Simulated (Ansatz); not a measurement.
# Abstraction of H: C2H7GaO + OH → C2H6GaO + H2O

Species: C2H7GaO `C[O][GaH][CH3]`, singlet; OH, doublet; C2H6GaO `C[O][Ga][CH3]`, doublet; H2O (water) `O`, singlet. A radical takes H: the energy is the difference in strength between the Ga–H bond broken and the O–H bond made.

Shapes, held fixed at every level: PBE0-D4/def2-TZVP. Flexible molecules stand in one conformer, not always the lowest. Programs: Ansatz 0.2.0. The zero-point and thermal change to 298 K, harmonic and unscaled (PBE0-D4/def2-TZVP), is +14.5 kJ/mol.

(1) Estimate ΔH(298 K) of this reaction.

Answers

(1) The highest level, CCSD(T)/def2-TZVPP, gives ΔH(298 K) = -148.7 kJ/mol; the levels span -210.6 to -134.8. The column of differences is taken from that level and isn't an error. No measured value is set beside it here. Open shells run unrestricted unless RO is named. Relativity is left out for Ga unless named. Correlated rows may include outer-core shells of Ga, which these sets cover unevenly.

```
             level                    kind  ΔH(298 K) (kJ/mol)  less CCSD(T)/def2-TZVPP
  SPW92/def2-TZVPP                     LDA              -210.6                    -61.9
 PBE-D4/def2-TZVPP                     GGA              -177.3                    -28.6
wB97X-V/def2-TZVPP  range-separated hybrid              -144.2                     +4.5
      MP2/def2-SVP     perturbation theory              -154.4                     -5.7
    MP2/def2-TZVPP     perturbation theory              -172.5                    -23.8
  CCSD(T)/def2-SVP   coupled cluster or CI              -134.8                    +13.9
   CCSD/def2-TZVPP   coupled cluster or CI              -141.9                     +6.8
CCSD(T)/def2-TZVPP   coupled cluster or CI              -148.7                      0.0
```

Hydrogen transfer from gallium to hydroxyl is strongly exothermic at every level, so the O–H bond formed in water is much stronger than the Ga–H bond broken. Oxygen's compact, electronegative valence shell gives a short, strongly polar bond with good overlap to hydrogen 1s, whereas gallium offers more diffuse 4s and 4p orbitals that overlap less well. The sign is secure, the magnitude less so. LDA and MP2 in the larger basis overshoot the coupled-cluster exothermicity, probably because they exaggerate the correlation energy gained when the unpaired electron of OH is paired. Enlarging the basis makes both MP2 and CCSD(T) more exothermic, and for CCSD(T) the shift of 13.9 kJ/mol exceeds the 6.8 kJ/mol from triples. The basis-set limit therefore probably lies below -148.7 kJ/mol, and the closeness of small-basis MP2 to that value looks like cancellation of errors. Whether OH prefers this hydrogen to those of the methyl or methoxy group depends on competing barriers, which a single reaction enthalpy doesn't give.
